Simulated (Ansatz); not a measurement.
## A series in volume scale on HfB

Results calculated with Ansatz 0.2.0, not measured. Periodic Kohn-Sham DFT of a crystal at fixed atoms, scaled to volume_scale times the given cell; pressure positive in compression, energy less spherical unpolarised free atoms, largest_vzz the field gradient of largest size among the nuclei.

The cell before it is scaled or strained (space group Fm-3m, No. 225):
```
cell vectors (Å)
   0.0000     2.3100     2.3100
   2.3100     0.0000     2.3100
   2.3100     2.3100     0.0000
atoms (fractions of the cell vectors)
Hf  0.50000  0.50000  0.50000
B   0.00000  0.00000  0.00000
```

Settings of every row: method all-electron LAPW; functional LDA; relativity scalar; k mesh 15x15x15; filling fermi-dirac; smearing width 0.05 eV; basis error target 0.25 meV/atom; nucleus gaussian.

Atom start moment: 0 on all atoms.

Limits: no spin-orbit coupling on heavy atoms.

| row | volume scale | V (Å³/atom) | energy less free atoms (eV/atom) | pressure (GPa) |
| --- | --- | --- | --- | --- |
| 1 | 0.94 | 11.587 | -8.0531 | 35.922 |
| 2 | 0.96 | 11.833 | -8.1034 | 29.492 |
| 3 | 0.98 | 12.08 | ? | ? |
| 4 | 0.99 | 12.203 | -8.1613 | 20.882 |
| 5 | 1 | 12.326 | -8.1763 | 18.263 |
| 6 | 1.01 | 12.45 | -8.1894 | 15.76 |
| 7 | 1.02 | 12.573 | -8.2006 | 13.367 |
| 8 | 1.04 | 12.819 | -8.2177 | 8.893 |
| 9 | 1.06 | 13.066 | -8.2282 | 4.803 |

Question: what energy less free atoms and pressure should row 3 give?

Worked fit of energy less free atoms. Take u = (V_r/V)^(2/3) − 1 with V_r = 12.388 Å³ an atom, which is twice the finite (Eulerian) strain; such expansions in the strain, on which the Birch-Murnaghan equation of state is built, carry the rest volume and the bulk modulus. The shown rows have u = 0.04557, 0.03103, 0.01008, 0.00335, -0.00332, -0.00983, -0.02254, -0.0349. Least squares give energy less free atoms = −8.18312 + 1.969 × u + 19.393 × u² eV/atom; a straight line predicts inner rows, each left out in turn, worse (root mean square 0.01 against 4.6e-05 eV/atom). The rows lie off it by 0.0000, -0.0001, 0.0000, 0.0000, 0.0000, 0.0000, -0.0001, 0.0000. The withheld row has u = 0.01693, so the fit gives −8.18312 + 1.969 × (0.01693) + 19.393 × (0.01693)² = -8.1442 eV/atom.

The calculation gave -8.1442 eV/atom. The fit meets it to the printed digit.

Worked fit of pressure. Take u = (V_r/V)^(2/3) − 1 with V_r = 12.388 Å³ an atom, which is twice the finite (Eulerian) strain; such expansions in the strain, on which the Birch-Murnaghan equation of state is built, carry the rest volume and the bulk modulus. The shown rows have u = 0.04557, 0.03103, 0.01008, 0.00335, -0.00332, -0.00983, -0.02254, -0.0349. Least squares give pressure = 16.9936 + 377.798 × u + 820.01 × u² GPa; a straight line predicts inner rows, each left out in turn, worse (root mean square 0.43 against 0.012 GPa). The rows lie off it by 0.009, -0.014, -0.003, -0.005, 0.012, 0.008, -0.002, -0.004 (root mean square 0.0082 GPa). The withheld row has u = 0.01693, so the fit gives 16.9936 + 377.798 × (0.01693) + 820.01 × (0.01693)² = 23.625 GPa.

The calculation gave 23.623 GPa. The fit lies 0.002 GPa (0.0064 % of the column's range) above it; its largest miss of a shown row is 0.014 GPa.
